**TiAl squeezed and stretched: eight questions**

The cell is the same ordered metallic crystal in every row; only its volume is imposed. A positive pressure means that the cell must be held together from outside, a negative one that it must be pulled open. Two rows are followed closely: 15.260 Å³/atom and 17.208 Å³/atom.

Ansatz 0.2.0, PBE with plane waves and PAW, scalar-relativistic, without spin polarization: TiAl in the two-atom P4/mmm cell, shape and atoms relaxed at fixed volume. Cutoff 420 eV, 14×14×10 k mesh, Gaussian smearing 0.1 eV, force tolerance 0.01 eV/Å. Energies are at zero smearing, relative to the elements' standard crystals in PBE; positive pressure means compression.

| volume (relaxed cell) (Å³/atom) | c/a (relaxed cell) | shortest distance (relaxed cell) (Å) | energy over elements (eV/atom) | pressure (GPa) |
| --- | --- | --- | --- | --- |
| 14.286 | 1.4446 | 2.704 | -0.303 | 18.630 |
| 14.774 | 1.4446 | 2.735 | -0.350 | 12.890 |
| 15.260 | 1.4446 | 2.764 | -0.382 | 7.940 |
| 15.747 | 1.4446 | 2.794 | -0.399 | 3.670 |
| 16.721 | 1.4446 | 2.850 | -0.400 | -3.170 |
| 17.208 | 1.4446 | 2.877 | -0.386 | -5.900 |
| 17.858 | 1.4446 | 2.913 | -0.355 | -8.960 |

**1. Which row is the crystal at rest?**

None of them. At rest the pressure is zero, and the column changes sign between 15.747 and 16.721 Å³/atom. A smooth curve through all seven pressures places the zero at 16.23 Å³/atom. Measured from there, the two chosen rows are a squeeze and a stretch of 6 % in volume.

**2. Which is larger, the push for a 6 % squeeze or the pull for a 6 % stretch?**

The push: 7.94 GPa against 5.90 GPa, about a third more. An ideal spring would ask for equal forces.

The standard explanation lies in two opposing contributions to the energy. The energy of the bonding electrons falls when the atoms approach, and this attraction changes gently with distance. Against it stands a repulsion that changes steeply: confined electrons gain kinetic energy, and they are pushed out of the regions held by the ion cores. At rest the two forces cancel, but their rates of change do not.

On squeezing, the steep repulsion outgrows the attraction by an ever wider margin, so each further step raises the pressure by more than the last. On stretching, the repulsion fades first and leaves the gentler attraction to hold the crystal, which therefore softens. The same reasoning lets one guess the trend for another metal that keeps its structure and electronic state: stiffer when squeezed, softer when stretched.

**3. How strongly does the stiffness change?**

The bulk modulus $B$ is the pressure needed per fractional loss of volume. It is about 113 GPa at rest. Between the two smallest cells it averages 171 GPa, and between the two largest only 83 GPa. One modulus therefore serves for changes of a per cent or so, but not across this whole table.

**4. Which simple formula contains this asymmetry?**

Let $V$ be the volume per atom and $V_0$ its value at rest. Lengths scale as $V^{1/3}$, so $(V_0/V)^{2/3}-1$ measures the strain through the inverse square of a length. Take the energy as quadratic in this strain:

$$E=E_0+\tfrac{9}{8}V_0B\left[(V_0/V)^{2/3}-1\right]^2 .$$

Here $E_0$ is the energy at rest. Pressure is minus the slope of energy against volume, which gives

$$P=\tfrac{3}{2}B\,(V_0/V)^{5/3}\left[(V_0/V)^{2/3}-1\right].$$

This is the second-order Birch–Murnaghan equation. The power of $V_0/V$ in front of the bracket exceeds one on squeezing and falls below one on stretching, and the bracket itself changes faster on squeezing. Together they reproduce the asymmetry of question 2. They do not explain it, because the choice of strain builds it in; the physical reason remains the contest of attraction and repulsion.

With $V_0$ and $B$ fitted to all seven pressures, the typical miss is 0.03 GPa. A spring, with energy quadratic in volume, misses by 1.4 GPa. A bare electron gas, with only kinetic and Coulomb energy, has the right kind of asymmetry but too little of it, and misses by 0.25 GPa. The absence of ion cores in that picture is a plausible reason, though the fit does not test it.

**5. Can the energy be found from the pressure alone?**

Yes, apart from its zero, because the energy stored is the work done in squeezing. For the row at 15.260 Å³/atom the volume has shrunk by $16.23-15.26=0.97$ Å³/atom, while the pressure has risen from zero to 7.94 GPa. If it rose along a straight line, the work would be the area of a triangle:

$$\tfrac12\times 7.94\times 0.97\approx 3.9\ \text{GPa Å}^3\approx 0.024\ \text{eV/atom},$$

since 160 GPa Å³ make 1 eV. The energy column gives 0.023 eV/atom above the minimum. The triangle is slightly too large because the true pressure curve sags below the straight line.

With the curved formula, the constants from the pressures reproduce all seven energies to within the last printed digit, once the zero of energy is adjusted. This shows that pressures and energies of the calculation agree with each other; it is no comparison with experiment. The printed analysis below gives the row-by-row comparison.

**6. Which digits fix the volume at rest?**

Mainly those of the pressure. Near its minimum the energy is flat: a shift of 0.2 Å³/atom changes it by only 0.001 eV/atom, the last digit printed. The same shift changes the pressure by more than 1 GPa. The energies do help: they are nearly the same in the rows on either side of the minimum, which places it about midway between them. The pressure locates it more sharply, because it passes steeply through zero there.

The second decimal of 16.23 Å³/atom is thus meaningful within this calculation. It is not a forecast to that precision for a real sample, because PBE volumes are commonly off by a per cent or so and thermal expansion is absent. Another functional would move the result as well: LDA usually gives a smaller volume and a stiffer crystal.

**7. Does the constant c/a show that the shape ignores pressure?**

No. The column gives c/a of the two-atom cell; in the usual face-centred description the same shape has c/a = 1.021. The shape was free to relax, but it kept its starting value in every row. In the smallest cell the stress along the $a$ edges still exceeds that along $c$ by 0.10 GPa, and in the largest cell the difference has the opposite sign. If the shear stiffness, which was not computed here, is taken as roughly 100 GPa, such a stress corresponds to a change of about one part in a thousand. The third decimal of c/a is therefore open. The signs also tell which way the shape is being pushed: relaxed further, c/a would be slightly smaller in the smallest cell and slightly larger in the largest, a drift that the column hides.

**8. The energy over elements rises under compression. Does pressure then work against forming TiAl?**

The column does not answer this, because it compares a squeezed compound with elements at rest. Its rise is the elastic work of question 5. A fair comparison puts both sides under the same pressure $P$ and adds $PV$ to each energy, so the denser side gains.

Titanium and aluminium at rest take up roughly 17 Å³/atom on average, a little more than the compound. At 10 GPa this difference is worth a few hundredths of an eV per atom in favour of TiAl. The estimate rests on a small difference between similar volumes and treats that difference as fixed, although both sides shrink under pressure, so only its sign and order of magnitude should be used. They suggest that moderate pressure helps the compound to form, although the energy column rises.

The analysis program printed:

```
fit of pressure on 7 rows: coefficient of (s/vol)**(7/3)-(s/vol)**(5/3) 169.9 +/- 0.19, s 16.23; rms 0.0257, worst 14.286 0.0456, leave-one-out rms 0.0436
fit of pressure on 7 rows: coefficient of 1-vol/s 125.6 +/- 7.7, s 16.45; rms 1.37, worst 14.286 -2.1, leave-one-out rms 2.16
fit of pressure on 7 rows: coefficient of (s/vol)**(5/3)-(s/vol)**(4/3) 346.3 +/- 3.9, s 16.27; rms 0.251, worst 17.858 -0.371, leave-one-out rms 0.399
Volume, misses of the three pressure forms (GPa), energy above the minimum (eV/atom), stiffness between this row and the one before (GPa):
     row    V/V0   Eulerian    spring  electron_gas   E_table  E_from_P  stiffness
  14.286  0.8802    0.04565    -2.103       -0.3507    0.1016    0.1019        n/a
  14.774  0.9102   -0.02409  -0.09022      0.008372   0.05458   0.05409      170.9
   15.26  0.9402   -0.03054     1.148        0.2326   0.02258   0.02277      152.9
  15.747  0.9702   -0.02409     1.699        0.3169  0.005584  0.005372      135.9
  16.721    1.03  -0.003588       1.1        0.1625  0.004584  0.004972        114
  17.208    1.06   0.009343    0.1111      -0.02828   0.01858   0.01885      95.09
  17.858     1.1    0.01897    -1.793       -0.3708   0.04958   0.04914      82.53
Rest volume from the pressures, A^3/atom: 16.23
Bulk modulus at rest, GPa: 113.3
Energy over elements at the minimum, eV/atom: -0.4046
Largest miss of the energy predicted from pressures, eV/atom: 0.000496
Pressure at 6 % squeeze over tension at 6 % stretch: 1.346
Volume shift that costs 1 meV/atom from the minimum, A^3/atom: 0.2143
Volume shift that changes pressure by 0.1 GPa, A^3/atom: 0.01433
Growth of volume over the series, percent: 25
Growth of shortest distance over the series, percent: 7.729
Unlike-neighbour distance over like-neighbour distance: 1.011
c/a in the usual face-centred description: 1.021
Order of the c/a shift left open by the remaining stress: 0.001445
Order of the formation enthalpy gained at 10 GPa, eV/atom: 0.04798
```
